**Three stresses for a crystal under strain**

A crystal of ZrIn is built of flat layers, Zr and In in turn, stacked along the axis $c$. It is stretched or squeezed along $c$ while its width is held fixed, much as a thin glued layer keeps its width when the stiff plates on either side are pulled apart. The strain $e$ is the change of $c$ divided by its starting length. The stress $\sigma$ along $c$ counts as positive in tension.

A density functional calculation with the PBEsol functional gives the stress at three strains: 0.85 GPa at $e=-0.02$, 3.63 GPa at $e=0$ and 6.17 GPa at $e=0.02$. The middle value shows that the crystal is already under tension at the start, because its cell was not relaxed at this level of theory. These three stresses and the volume per atom are enough to estimate the stress along $c$ and the energy with only pencil and paper.

**(a) Find a simple rule for the stress along $c$, and use it to estimate the stress at strains of $0.04$ and $-0.04$.**

*Solution.* Begin with the limit of no strain, where the stress is simply the starting tension $\sigma_0$. For a very small strain, Hooke's law adds a term $Ce$, where $C$ is the stiffness at the start. At larger strains the stiffness itself changes, and a look at two limits suggests in which direction.

Stretching along $c$ moves the layers apart, so the contacts between Zr and In lengthen while those within a layer keep their length. In the limit of widely separated layers the force between them must vanish, so the curve of stress against strain has to bend over at some point. In the opposite limit, atoms pressed together repel each other ever more steeply. A crystal therefore usually softens when stretched and stiffens when squeezed. That is the standard argument; the stresses show the softening itself but do not divide it among particular bonds.

The simplest way to include this is to let the stiffness fall evenly with strain, as $C-De$, where $D$ measures the softening. Adding up the stress over small steps of strain then gives

$$\sigma = \sigma_0 + Ce - \tfrac12 De^2 .$$

The two constants follow from the three stresses. The difference between the outer two gives the stiffness, since the softening term is the same on both sides and cancels. Their sum, compared with twice the middle stress, gives the softening, since now the Hooke term cancels:

$$C=\frac{6.17-0.85}{0.04}=133\ \text{GPa},\qquad D=\frac{2\times3.63-6.17-0.85}{0.02^2}=600\ \text{GPa}.$$

In words, the crystal loses about 4.5 % of its starting stiffness for each per cent of stretch. The softening is the more delicate constant, because it comes from a small difference between large stresses. An error of only 0.01 GPa in the middle stress would shift $D$ by 50 GPa.

For the two strains asked for, the rule gives

$$\sigma(0.04)=3.63+5.32-0.48=8.47\ \text{GPa},$$

$$\sigma(-0.04)=3.63-5.32-0.48=-2.17\ \text{GPa}.$$

The full calculation gives 8.43 and $-2.13$ GPa. Neither row was used to find the constants, and both lie twice as far from the start as the rows that were. Hooke's law alone would miss the stretched row by about 0.5 GPa. The softening term lowers the stress at both ends because it depends on the square of the strain: stretching builds up less tension, and squeezing builds up more compression.

**(b) Estimate the energy change per atom at the same two strains. Why do equal steps in opposite directions have such different costs?**

*Solution.* Energy is force times distance. Since the width is fixed, the cross-section does not change, and the work per atom is the starting volume per atom $v$ times the area under the curve of stress against strain:

$$\Delta E = v\left(\sigma_0 e+\tfrac12 Ce^2-\tfrac16 De^3\right).$$

With $v=21.97$ Å³, a stress of 1 GPa acting through a strain of one would correspond to 137.1 meV per atom. This factor turns the bracket, in GPa, into an energy. The three terms, in the same order as in the formula, are then

$$\Delta E(0.04)=19.9+14.6-0.9=33.6\ \text{meV per atom},$$

$$\Delta E(-0.04)=-19.9+14.6+0.9=-4.4\ \text{meV per atom}.$$

The large difference between the two directions comes from the first term. Stretching works against a tension that is already there, whereas squeezing first lets that tension relax. The fall in energy on squeezing is therefore a release of stored stress and no sign that the structure is unstable.

The limit of zero starting tension makes this plain. With the same $C$ and $D$, only the last two terms would remain, and the two steps would cost nearly the same, with squeezing slightly dearer. So the lopsided energy of this crystal should not be read as a measure of its softening. In fact the softening slightly reduces the difference that the starting tension creates.

The opposite limit shows when the starting tension stops being in charge. The first term grows with the strain and the second with its square, so they become equal in size at $e=2\sigma_0/C$, or about 0.055. Every strain considered here is smaller than that. The same rule tells us what to expect of a cell that starts under compression: its energy would first fall on stretching instead.

The full set of results can now be compared with the estimates.

ZrIn in the CuAu (L1_0) structure (a = 3.141, c = 4.454 Å, not relaxed at this level), strained along c at fixed width. Ansatz 0.2.0, PBEsol, plane-wave PAW, scalar-relativistic, no spin polarisation, cutoff 420 eV, k mesh 16×16×12, Gaussian smearing 0.15 eV. Energy changes are free energies relative to the unstrained cell; pressure is positive in compression.

```
strain  energy change (meV/atom)  tensile stress along pattern (GPa)  pressure (GPa)
 -0.04                      -4.5                               -2.13            0.83
 -0.03                      -6.4                               -0.61           -0.26
 -0.02                      -6.2                                0.85           -1.30
     0                       0.0                                3.63           -3.21
  0.01                       5.9                                4.93           -4.08
  0.02                      13.5                                6.17           -4.90
  0.03                      22.8                                7.33           -5.67
  0.04                      33.6                                8.43           -6.40
```

The rule reproduces the stress in every row to within 0.04 GPa. That is about half a per cent of the computed stress at the stretched end and 2 % at the squeezed end. The energies agree to within 0.1 meV per atom, although no energy was used to set the constants. This second agreement shows that the computed stresses and energies are consistent with each other, as mechanics demands; it is not separate evidence for the cause of the softening.

The energies also offer a way to the stiffness when no stresses are at hand. If the energy changes for equal steps in both directions are added, the starting tension and the softening cancel, and only the Hooke term is left:

$$C\approx\frac{33.6-4.5}{137.1\times0.04^2}=133\ \text{GPa}.$$

This is the same stiffness as before. A single energy difference, taken from one side only, would have mixed it with the starting tension.

**(c) At what strain does the stress along $c$ vanish? Is the stiffness there the elastic constant of the relaxed crystal, and can the rule be extended to find the crystal's strength?**

*Solution.* A first estimate uses Hooke's law alone: $e=-3.63/133$, or about $-0.027$. On the way there the crystal stiffens, so the average stiffness over that stretch of the curve is the better divisor:

$$C_{\text{average}}=133+\tfrac12\times600\times0.027\approx141\ \text{GPa},\qquad e\approx-\frac{3.63}{141}\approx-0.026 .$$

The table agrees, for the stress changes sign between strains of $-0.03$ and $-0.02$, and a straight line between those two rows crosses zero at the same $-0.026$. This is also where the energy of the scan is lowest, at about $-6.5$ meV per atom by the rule. Here the slope of the stress curve has risen to nearly 150 GPa, over a tenth more than at the start. A stiffness quoted for this crystal therefore needs the strain at which it was taken.

Even so, this point is not the relaxed crystal. The pressure in the table is minus the average of the three tensile stresses, one along $c$ and two equal ones in the plane. Where the stress along $c$ vanishes, the pressure is still about $-0.7$ GPa, so each in-plane tension is

$$\sigma_{\text{in-plane}}=\tfrac32\times0.7\approx1.0\ \text{GPa}.$$

The starting cell is too wide, and at that width it is also too long. Squeezing it along $c$ makes it push outwards, which relieves part of the sideways tension but not all of it. The slope of nearly 150 GPa thus belongs to a crystal still held too wide, and the true elastic constant along $c$ needs a cell relaxed in both directions, with the strain counted from its own relaxed length. An engineer should also note that a bar with free sides narrows as it is pulled, and so resists less than this clamped crystal.

The question of strength takes the rule beyond its range. Its stress stops rising at $e=C/D$, a strain of about 0.22, where it reaches 18 GPa. That strain is more than five times the largest in the table. The peak is a property of the parabola, which must turn over somewhere, and not a measured feature of the crystal.

A different curve shows how little that peak is worth. Suppose the force between layers grows in proportion to the stretch but is also weakened by an exponential factor, so that it fades smoothly at large distance. With its zero, slope and curvature matched to the rule at the point of zero stress, this curve stays within about 0.12 GPa of every row. Yet its peak is 27 GPa, half as high again as that of the parabola. The table slightly favours the parabola, but a close fit over a few per cent of strain does not vouch for a peak so far outside that range, and a real crystal may give way sooner by shearing, which this scan does not test.

Within the range of the table, then, three evenly spaced stresses serve well: their middle value, difference and bend supply the tension, stiffness and softening. Beyond it, the first warning is already visible at the ends, where the rule gives slightly too much tension on stretching and slightly too much compression on squeezing. If that error grows as the cube of the strain, as the next term in such a series would, doubling the range would raise it to a few tenths of a GPa. At that point a new calculated stress is worth more than a longer formula.
